**Student.** Our code prints an exchange-correlation stress, and I distrust it. When the cell is strained the density relaxes. How can a formula that holds only the unstrained density know about that?

**Lecturer.** It does not need to, and that is the first thing to prove. Conventions first. Hartree atomic units, a periodic cell of volume $\Omega$, no spin polarisation for now. Orbitals $\psi_i$ are normalised over the cell and carry weights $w_i$ that collect occupation, spin degeneracy and $k$-point weight. Then

$$n=\sum_i w_i|\psi_i|^2,\qquad \gamma=|\nabla n|^2,\qquad \tau=\tfrac12\sum_i w_i|\nabla\psi_i|^2,\tag{1}$$

$$E_{xc}=\int_\Omega f(n,\gamma,\tau)\,d^3r .\tag{2}$$

Here $f$ is an energy per volume, and $f_n,f_\gamma,f_\tau$ are its partial derivatives. Many libraries call the gradient invariant $\sigma$; I write $\gamma$ to keep $\sigma$ for the stress. LDA has $f(n)$, GGA has $f(n,\gamma)$, and the meta-GGAs we treat have all three arguments and no Laplacian of $n$. Mind the factor $\tfrac12$ in $\tau$. A homogeneous strain maps $\mathbf r\to\mathbf r'=M\mathbf r$ with $M=1+\eta$, and

$$\sigma_{ab}=\frac1\Omega\frac{\partial E}{\partial\eta_{ab}}\Big|_{\eta=0},\qquad P=-\tfrac13\sum_a\sigma_{aa}.\tag{3}$$

**Student.** With that sign a cell under tension has positive stress?

**Lecturer.** Yes: stretching it further costs energy. For a pure dilation $\eta_{ab}=s\,\delta_{ab}$ we have $d\Omega=3\Omega\,ds$ and $dE=\Omega\sum_a\sigma_{aa}\,ds$, so $-dE/d\Omega$ is the $P$ of (3). Some codes print the opposite sign, so look before you compare.

## Why the orbitals may be carried along with the cell

**Lecturer.** The premises are three: the total energy is a functional of orbitals with $E_{xc}$ given by (2); the orbitals make it stationary under all variations that keep them orthonormal; the weights are fixed. Let $J=\det M$. Any orbital of the strained cell can be written in terms of a function $\phi_i$ on the reference cell,

$$\psi_i'(\mathbf r')=J^{-1/2}\,\phi_i(M^{-1}\mathbf r').\tag{4}$$

Since $d^3r'=J\,d^3r$, the overlaps obey $\langle\psi_i'|\psi_j'\rangle_{\Omega'}=\langle\phi_i|\phi_j\rangle_\Omega$. The Bloch phase over a lattice vector is also unchanged, which means that $\mathbf k$ moves with the reciprocal cell. So the allowed set of $\phi_i$ does not depend on $\eta$, and the energy is a functional $\tilde E[\phi;\eta]$ on a fixed domain. Along the self-consistent solution,

$$\frac{dE}{d\eta_{ab}}=\frac{\partial\tilde E}{\partial\eta_{ab}}\Big|_\phi+\sum_i\int\Big(\frac{\delta\tilde E}{\delta\phi_i^*}\frac{d\phi_i^*}{d\eta_{ab}}+\text{c.c.}\Big)d^3r .\tag{5}$$

At $\eta=0$ stationarity gives $\delta\tilde E/\delta\phi_i^*=w_ie_i\phi_i$, with $e_i$ the eigenvalue. The second term is then $\sum_iw_ie_i\,d\langle\phi_i|\phi_i\rangle/d\eta_{ab}$, which vanishes because each norm stays one. This is the logic of the stress theorem of Nielsen and Martin (1985).

**Student.** That holds for the total energy. It says nothing about $E_{xc}$ alone.

**Lecturer.** Correct, and worth remembering. What we call the exchange-correlation stress is the share of $E_{xc}$ in the first term of (5), the derivative at frozen $\phi_i$. The self-consistent $E_{xc}(\eta)$ also changes through relaxation, and that change cancels against the relaxation of the kinetic, Hartree and electron-ion terms. Only the sum is an observable. In jellium, symmetry keeps the density uniform, nothing relaxes under dilation, and each share is itself a true volume derivative.

**Student.** Sodium is a metal. The weights are not fixed.

**Lecturer.** For a metal use the Mermin free energy $E-TS$ with a temperature-independent $f$. It is stationary in the occupations at fixed electron number, and $S$ depends on the occupations alone, so the same argument freezes the $w_i$, and (3) holds for the free energy. Ions are carried at fixed fractional coordinates; if the forces vanish, their relaxation drops out in the same way.

## The potential that appears in the result

**Lecturer.** Before straining, vary (2) with respect to an orbital:

$$\delta E_{xc}=\int\big(f_n\,\delta n+2f_\gamma\nabla n\cdot\nabla\delta n+f_\tau\,\delta\tau\big)\,d^3r .$$

Under $\delta\psi_i^*$ we have $\delta n=w_i\psi_i\,\delta\psi_i^*$ and $\delta\tau=\tfrac12w_i\nabla\psi_i\cdot\nabla\delta\psi_i^*$. Integrate the second and third terms by parts. The surface terms cancel between opposite faces, since every product involved is cell periodic. This leaves

$$\frac{\delta E_{xc}}{\delta\psi_i^*}=w_i\,\hat v_{xc}\psi_i,\qquad \hat v_{xc}=v_{xc}-\tfrac12\nabla\cdot f_\tau\nabla,\qquad v_{xc}=f_n-\nabla\cdot(2f_\gamma\nabla n).\tag{6}$$

For LDA and GGA $f_\tau=0$, and $v_{xc}$ is the Kohn-Sham potential $\delta E_{xc}/\delta n$, divergence term included. For a meta-GGA, $\hat v_{xc}$ is the generalised Kohn-Sham operator and $v_{xc}$ is only its multiplicative part, with $f_n$ and $f_\gamma$ taken at fixed $\tau$. Two integrals will be needed, and both follow by undoing the integration by parts:

$$\int n\,v_{xc}=\int\big(nf_n+2\gamma f_\gamma\big),\qquad \sum_iw_i\langle\psi_i|-\tfrac12\nabla\cdot f_\tau\nabla|\psi_i\rangle=\int\tau f_\tau .\tag{7}$$

## Straining the three ingredients

**Lecturer.** Now put $\phi_i=\psi_i$ in (4) and evaluate everything at the image point $\mathbf r'=M\mathbf r$. Repeated indices are summed. The determinant is $J=1+\eta_{cc}$ to first order, because the off-diagonal elements enter only in pairs or higher products. The chain rule with $\mathbf r=M^{-1}\mathbf r'$ gives

$$\partial'_a=(M^{-1})_{ba}\,\partial_b=\partial_a-\eta_{ba}\partial_b+O(\eta^2).$$

The density carries two factors $J^{-1/2}$, so $n'=n/J$. For $\gamma$, each gradient brings $1/J$ and one transformed derivative:

$$\gamma'=J^{-2}(\partial_an-\eta_{ba}\partial_bn)(\partial_an-\eta_{ca}\partial_cn)=J^{-2}\big(\gamma-2\eta_{ab}\,\partial_an\,\partial_bn\big).$$

For $\tau$ there is one factor $1/J$ and two derivatives, one on $\psi_i^*$ and one on $\psi_i$:

$$\tau'=\frac1{2J}\sum_iw_i\big[|\nabla\psi_i|^2-\eta_{ba}(\partial_b\psi_i^*\partial_a\psi_i+\partial_a\psi_i^*\partial_b\psi_i)\big]=J^{-1}\big(\tau-\eta_{ab}t_{ab}\big),$$

$$t_{ab}=\sum_iw_i\,\mathrm{Re}\,\partial_a\psi_i^*\,\partial_b\psi_i,\qquad t_{aa}=2\tau .\tag{8}$$

The bracket is a number plus its complex conjugate, which gives twice the real part and cancels the $\tfrac12$. Collect the first-order changes:

$$\delta J=\eta_{cc},\quad \delta n=-\eta_{cc}n,\quad \delta\gamma=-2\eta_{cc}\gamma-2\eta_{ab}\partial_an\,\partial_bn,\quad \delta\tau=-\eta_{cc}\tau-\eta_{ab}t_{ab}.\tag{9}$$

**Student.** You never said that $\eta$ is symmetric.

**Lecturer.** I did not need to. It enters through its trace and through contractions with the symmetric tensors $\partial_an\,\partial_bn$ and $t_{ab}$. The antisymmetric part, an infinitesimal rotation, drops out, as it must for an $f$ built from scalars. Now change variables back to the reference cell, $E'_{xc}=\int_\Omega J\,f(n',\gamma',\tau')\,d^3r$, so that

$$\delta E_{xc}=\int\big(f\,\delta J+f_n\delta n+f_\gamma\delta\gamma+f_\tau\delta\tau\big)\,d^3r .$$

Insert (9) and read off the coefficient of $\eta_{ab}$, using $\eta_{cc}=\delta_{ab}\eta_{ab}$:

$$\Omega\sigma^{xc}_{ab}=\delta_{ab}\int\big(f-nf_n-2\gamma f_\gamma-\tau f_\tau\big)-\int2f_\gamma\,\partial_an\,\partial_bn-\int f_\tau\,t_{ab}.\tag{10}$$

The first relation in (7) turns the second and third terms of the bracket into $-\int nv_{xc}$:

$$\boxed{\Omega\sigma^{xc}_{ab}=\delta_{ab}\Big(E_{xc}-\int n\,v_{xc}\Big)-\int2f_\gamma\,\partial_an\,\partial_bn-\int f_\tau\big(\delta_{ab}\tau+t_{ab}\big)}\tag{11}$$

LDA keeps the first term, GGA the first two, and a meta-GGA all three. By the second relation in (7), all the $\delta_{ab}$ terms together equal $E_{xc}-\sum_iw_i\langle\psi_i|\hat v_{xc}|\psi_i\rangle$, the same combination that corrects the eigenvalue sum in the total energy.

## Objections

**Student.** A potential is fixed only up to a constant. Add $c$ to $v_{xc}$ and (11) shifts by $-cN\delta_{ab}$, with $N$ the electron number. A stress cannot do that.

**Lecturer.** In (11) the constant is not free. The integral $\int nv_{xc}$ is shorthand for the right side of (7), so $v_{xc}$ means the expression in (6) and nothing else. The $\delta n$ of (9) does not integrate to zero over the reference cell, which is why a constant would not cancel by itself; the electron number is restored by the factor $J$. The legitimate shift is $f\to f+cn$. It moves $E_{xc}$ by $cN$ and $\int nv_{xc}$ by $cN$, and (11) stays put. If a code realigns its potential, the realigned one must not be fed into (11).

**Student.** Then LDA has no shear stress at all? In a layered crystal that sounds false.

**Lecturer.** It follows from (9). A strain with zero trace moves the density values to new places and leaves both the values and the volume element unchanged to first order, and LDA sees nothing else. The LDA share is hydrostatic in any crystal. The functional still shapes the anisotropy of the total stress, through the self-consistent density and orbitals that enter the other shares. A GGA is different. For a density that varies along $z$ only, (11) gives $\Omega(\sigma_{zz}-\sigma_{xx})=-\int2f_\gamma(\partial_zn)^2$, which is positive wherever $f_\gamma<0$ throughout, as for an exchange enhancement that grows with the gradient.

**Student.** I once saw $f_n$ in place of $v_{xc}$ in the first term.

**Lecturer.** Then the term $-2\delta_{ab}\int\gamma f_\gamma$ has to be written separately, as in (10). Dropping it is no small slip. It puts $-6\int\gamma f_\gamma$ into the trace, three times the $-2\int\gamma f_\gamma$ that comes from the explicit gradient tensor. Form (10) needs no second derivatives of $n$. Forms (10) and (11) agree on a grid only as far as the discrete gradient and divergence respect integration by parts.

**Student.** Give me a test of the factors that does not repeat the derivation.

**Lecturer.** Three. First set $f=\tau$, the non-interacting kinetic energy $T_s$. Then $v_{xc}=0$, $f_\tau=1$, the $\delta_{ab}$ terms cancel, and

$$\Omega\sigma^{s}_{ab}=-\int t_{ab},\qquad P_s=\frac{2T_s}{3\Omega},\tag{12}$$

the familiar kinetic pressure. Second, for a single real orbital $n=w\psi^2$ and $\tau=\gamma/8n$. Treat $f=\gamma/8n$ as a GGA. It has $nf_n=-f$ and $\gamma f_\gamma=f$, so the bracket in (10) is $f+f-2f=0$. The tensor term is $-\int\partial_an\,\partial_bn/4n=-\int w\,\partial_a\psi\,\partial_b\psi$, which is (12) again. The GGA and meta-GGA terms are thereby tied to each other. The third test is exchange scaling.

## Exchange: the trace

**Lecturer.** Semilocal exchange without an external length has the form $f=n^{4/3}G(\gamma/n^{8/3},\tau/n^{5/3})$, with dimensionless arguments. Hence $f(\lambda^3n,\lambda^8\gamma,\lambda^5\tau)=\lambda^4f$. Differentiate at $\lambda=1$:

$$3nf_n+8\gamma f_\gamma+5\tau f_\tau=4f .\tag{13}$$

The trace of (10), with $\partial_an\,\partial_an=\gamma$ and $t_{aa}=2\tau$, is

$$\Omega\sigma^x_{aa}=\int\big(3f-3nf_n-8\gamma f_\gamma-5\tau f_\tau\big)=-E_x,\qquad P_x=\frac{E_x}{3\Omega}.\tag{14}$$

The 8 is $6+2$ and the 5 is $3+2$, so a wrong factor in any term would spoil the match with (13). The result agrees with coordinate scaling: a dilation by $1+s$ is $n(\mathbf r)\to\lambda^3n(\lambda\mathbf r)$ with $\lambda=1/(1+s)$, under which $E_x\to\lambda E_x$ and $dE_x/ds=-E_x$.

**Student.** So $P_x=E_x/3\Omega$ is not special to LDA.

**Lecturer.** No. What is special to LDA is that the pressure is the whole tensor. With $f=-C_xn^{4/3}$ one has $nv_x=\tfrac43f$, and (11) gives $\Omega\sigma^x_{ab}=-\tfrac13E_x\delta_{ab}$ for any density. Since $E_x<0$, $P_x$ is negative: compression lowers the exchange energy, so exchange pulls the cell inward. Correlation obeys no relation like (13), and its pressure needs the derivative itself.

## Jellium at the density of sodium

**Lecturer.** Jellium is a uniform electron gas on a uniform positive background that strains with the cell. The electrostatic terms cancel at every volume, so $P=P_s+P_x+P_c$. Define $r_s$ by $n=3/(4\pi r_s^3)$ and $k_F=(3\pi^2n)^{1/3}=1.9192/r_s$. The Fock self-energy of a plane wave with $x=k/k_F$ is $-(2k_F/\pi)L(x)$, where $L=\tfrac12+\tfrac{1-x^2}{4x}\ln\left|\tfrac{1+x}{1-x}\right|$. Its average over the Fermi sphere is $\int_0^13x^2L\,dx=\tfrac34$, and a factor $\tfrac12$ counts each pair once:

$$\varepsilon_x=-\frac{3k_F}{4\pi}=-\frac{0.4582}{r_s},\qquad f=n\varepsilon_x=-C_xn^{4/3},\qquad C_x=\tfrac34\Big(\frac3\pi\Big)^{1/3}=0.7386 .\tag{15}$$

The direct route confirms (14): $E_x=-C_xN^{4/3}\Omega^{-1/3}$ has $-dE_x/d\Omega=E_x/3\Omega$. For uniform $n$ and $f=n\varepsilon$, the LDA term of (11) reads

$$P=n(v-\varepsilon)=n^2\frac{d\varepsilon}{dn}=-\frac{n\,r_s}{3}\frac{d\varepsilon}{dr_s}.\tag{16}$$

The input is a typical value for the valence electrons of sodium, $r_s=3.93$ bohr. It gives $n=3.933\times10^{-3}$ bohr$^{-3}$, $k_F=0.4883$ bohr$^{-1}$ and $\varepsilon_x=-0.11658$ Ha, or $-3.172$ eV. Then

$$P_x=\tfrac13n\varepsilon_x=-1.528\times10^{-4}\ \text{Ha/bohr}^3=-4.50\ \text{GPa},$$

with 1 Ha/bohr$^3$ $=29421$ GPa. As $P_x\propto r_s^{-4}$, a change of 0.01 bohr in the input moves it by 0.05 GPa.

**Student.** Minus 4.50 GPa against what? And you left out correlation.

**Lecturer.** Against the kinetic pressure from (12), $P_s=\tfrac23nt_s$ with $t_s=\tfrac3{10}k_F^2=1.105/r_s^2$ per electron. For correlation use the form of Perdew and Zunger (1981) for $r_s\ge1$, $\varepsilon_c=g/D$ with $D=1+\beta_1\sqrt{r_s}+\beta_2r_s$, and as assumed inputs $g=-0.1423$ Ha, $\beta_1=1.0529$, $\beta_2=0.3334$. Since $d\varepsilon_c/dr_s=-\varepsilon_cD'/D$, (16) gives

$$v_c-\varepsilon_c=\frac{\varepsilon_c}{3D}\Big(\tfrac12\beta_1\sqrt{r_s}+\beta_2r_s\Big),\qquad P_c=n(v_c-\varepsilon_c).\tag{17}$$

I add a second column for the valence density of aluminium, the wiring metal, with the typical value $r_s=2.07$ bohr. All entries below the first row are the jellium model's numbers.

| quantity | Na density | Al density |
|---|---|---|
| $r_s$ (bohr), typical | 3.93 | 2.07 |
| $n$ ($10^{-3}$ bohr$^{-3}$) | 3.933 | 26.92 |
| $t_s$ (Ha) | 0.07154 | 0.25787 |
| $\varepsilon_x$ (Ha) | −0.11658 | −0.22134 |
| $\varepsilon_c$ (Ha) | −0.03236 | −0.04440 |
| $v_c-\varepsilon_c$ (Ha) | −0.005774 | −0.006684 |
| $P_s$ (GPa) | 5.52 | 136.1 |
| $P_x$ (GPa) | −4.50 | −58.4 |
| $P_c$ (GPa) | −0.67 | −5.3 |
| $P$ (GPa) | 0.35 | 72.4 |

At the sodium density $P_c$ is 15 per cent of $P_x$, which looks minor. But $P_s+P_x$ is only 1.02 GPa, and correlation removes 65 per cent of that, so an exchange-only net pressure is useless here. The same shows in the zero of pressure. Kinetic plus exchange energy has its minimum where $2(1.105)/r_s^3=0.4582/r_s^2$, at $r_s=4.82$ bohr, and with (17) the zero moves to 4.18 bohr. The net value 0.35 GPa shifts by 0.02 GPa per 0.01 bohr, so two figures are all it carries.

**Student.** Jellium has $\gamma=0$, so this exercises the LDA term only.

**Lecturer.** The GGA term vanishes, but the meta-GGA term need not. In the isotropic gas $t_{ab}=\tfrac23\tau\delta_{ab}$, so (11) gives

$$P=nf_n+\tfrac53\tau f_\tau-f .\tag{18}$$

The gas has $\tau=C_Fn^{5/3}$ with $C_F=\tfrac3{10}(3\pi^2)^{2/3}=2.871$, hence $n\,d\tau/dn=\tfrac53\tau$. With $u(n)=f(n,0,C_Fn^{5/3})$, (18) is exactly $n\,du/dn-u$, the LDA pressure of $u$. Any meta-GGA that reproduces the energy of the uniform gas at all densities therefore reproduces its pressure, provided the $\tau$ terms are kept. An extreme case shows what they can carry. The model exchange $f=-C_x(\tau/C_F)^{4/5}$ equals (15) in the gas, yet has $f_n=0$ and $v_{xc}=0$. Without the last term of (11) its pressure would be $-f=+13.5$ GPa at the sodium density, of the wrong sign. With $\tau f_\tau=\tfrac45f$, (18) gives $(\tfrac43-1)f=f/3$, which is again $-4.50$ GPa.

## Range of validity

**Student.** When may I not use (11) as it stands?

**Lecturer.** Go through the premises.

1. *Stationarity.* The orbitals must solve the equations with the operator (6). A meta-GGA energy evaluated on GGA orbitals is not stationary, and the second term of (5) survives. If the orbitals are restricted to come from a local potential, as in the optimised effective potential scheme, that potential is not the $v_{xc}$ of (11). The pressure from (11) survives there, because dilated orbitals are eigenfunctions of $\lambda^2v(\lambda\mathbf r)$ and stay within the allowed set, but for a shear the proof above does not apply.
2. *Basis.* The map (4) must keep the orbitals inside the basis. A fixed set of plane waves strains with the cell and satisfies this, and the stress is then the derivative at fixed number of plane waves; it differs from the derivative at fixed cutoff until the basis is converged. Atom-centred functions keep their shape, which brings Pulay terms.
3. *Densities that do not scale.* Core densities in a nonlinear core correction, and augmentation charges, ride rigidly with the ions. The relations (9) hold for the part built from scaled orbitals only, and the rigid parts add terms of their own.
4. *Form of the functional.* A dependence on $\nabla^2n$, a Fock fraction, a nonlocal dispersion kernel or a Hubbard term each adds a stress that is absent from (11). Semilocal exchange with a range-separation parameter still obeys (11), but the fixed length breaks (13), and with it (14).
5. *Spin.* For collinear spins, with $\gamma_{ss'}=\nabla n_s\cdot\nabla n_{s'}$ and $f_{ss'}=\partial f/\partial\gamma_{ss'}$ for the three pairs $\uparrow\uparrow,\uparrow\downarrow,\downarrow\downarrow$, the same steps give $\sum_s\int n_sv_s$ in the first term, a sum over $s$ in the last, and $2f_{\uparrow\uparrow}\partial_an_\uparrow\partial_bn_\uparrow+2f_{\downarrow\downarrow}\partial_an_\downarrow\partial_bn_\downarrow+f_{\uparrow\downarrow}(\partial_an_\uparrow\partial_bn_\downarrow+\partial_bn_\uparrow\partial_an_\downarrow)$ as the gradient integrand.
6. *Order.* Equation (11) is a first derivative, exact at any reference cell, strained or not. Elastic constants are second derivatives and do need the relaxation.

**Student.** And is $-4.50$ GPa the exchange pressure of sodium?

**Lecturer.** It is the model's. For jellium at $r_s=3.93$ bohr it is exact as the Fock exchange pressure of plane waves, since (15) is the Fock energy of that state. The metal has ion cores and a non-uniform density, and its exchange share is not separately observable. The total can be weighed: as typical knowledge, both metals sit at these densities under essentially zero pressure, so the model errs on the side of expansion, by its whole net pressure. At the sodium density that is 0.35 GPa, and the model would come to rest at a volume per electron 20 per cent larger. At the aluminium density it is 72.4 GPa, more than the magnitude of the exchange term itself. What is missing is the electrostatic and core-repulsion stress of discrete ions, which (11) was never meant to supply.